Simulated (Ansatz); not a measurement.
## Strength of the Ge–H bond: C2H3FGe → C2H2FGe + H

Species: C2H3FGe `C#[C][GeH2][F]`, singlet; C2H2FGe `C#[C][GeH][F]`, doublet; H atom, doublet. 

Shapes, held fixed at every level: PBE0-D4/def2-TZVP. Programs: Ansatz 0.2.0. The zero-point and thermal change to 298 K, harmonic and unscaled (PBE0-D4/def2-TZVP), is -18.2 kJ/mol.

```
               level                    kind  ΔH(298 K) (kJ/mol)  less CCSD(T)/def2-TZVPP  CPU time (sum over the molecules)
         HF/def2-SVP            Hartree–Fock              +282.9                    -78.1                                  –
   PBE-D4/def2-TZVPP                     GGA              +332.0                    -29.0                              7.2 s
r2SCAN-D4/def2-TZVPP                meta-GGA              +340.5                    -20.5                               13 s
  wB97X-V/def2-TZVPP  range-separated hybrid              +360.0                     -1.0                               22 s
   B2PLYP/def2-TZVPP           double hybrid              +351.2                     -9.8                               15 s
      MP2/def2-TZVPP     perturbation theory              +359.6                     -1.4                                  –
  CCSD(T)/def2-TZVPP   coupled cluster or CI              +361.0                      0.0                            4.8 min
```

The highest level, CCSD(T)/def2-TZVPP, gives ΔH(298 K) = +361.0 kJ/mol; the levels span +282.9 to +361.0. The column of differences is taken from that level and isn't an error. Hartree–Fock misses the correlation of the pair that is broken and comes out low. No measured value is set beside it here. Open shells run unrestricted unless RO is named. Relativity is left out for Ge unless named. Correlated rows may include outer-core shells of Ge, which these sets cover unevenly. Times are processor times on shared x86 and Arm servers, and rough.

Breaking the Ge–H bond costs +361.0 kJ/mol at the coupled-cluster level, which marks a fairly strong bond for a germanium hydride. It is still weaker than a typical C–H bond, because the diffuse valence orbitals of germanium overlap less well with hydrogen 1s. The ethynyl group probably does little to stabilise the radical: germyl radicals are generally pyramidal, with the unpaired electron in an orbital of marked s character, and germanium overlaps poorly with the carbon π system. The resonance that weakens a propargylic C–H bond should therefore be much smaller here.

Both semilocal functionals put the bond too low relative to coupled cluster, probably because they balance the bonded pair against the separated spins unevenly. The range-separated hybrid and MP2 come within 1.4 kJ/mol of it, but the double hybrid falls lower, so the results do not improve steadily with the complexity of the method. Without the parent germane or singly substituted analogues, the separate effects of fluorine and ethynyl on the bond strength remain undetermined.
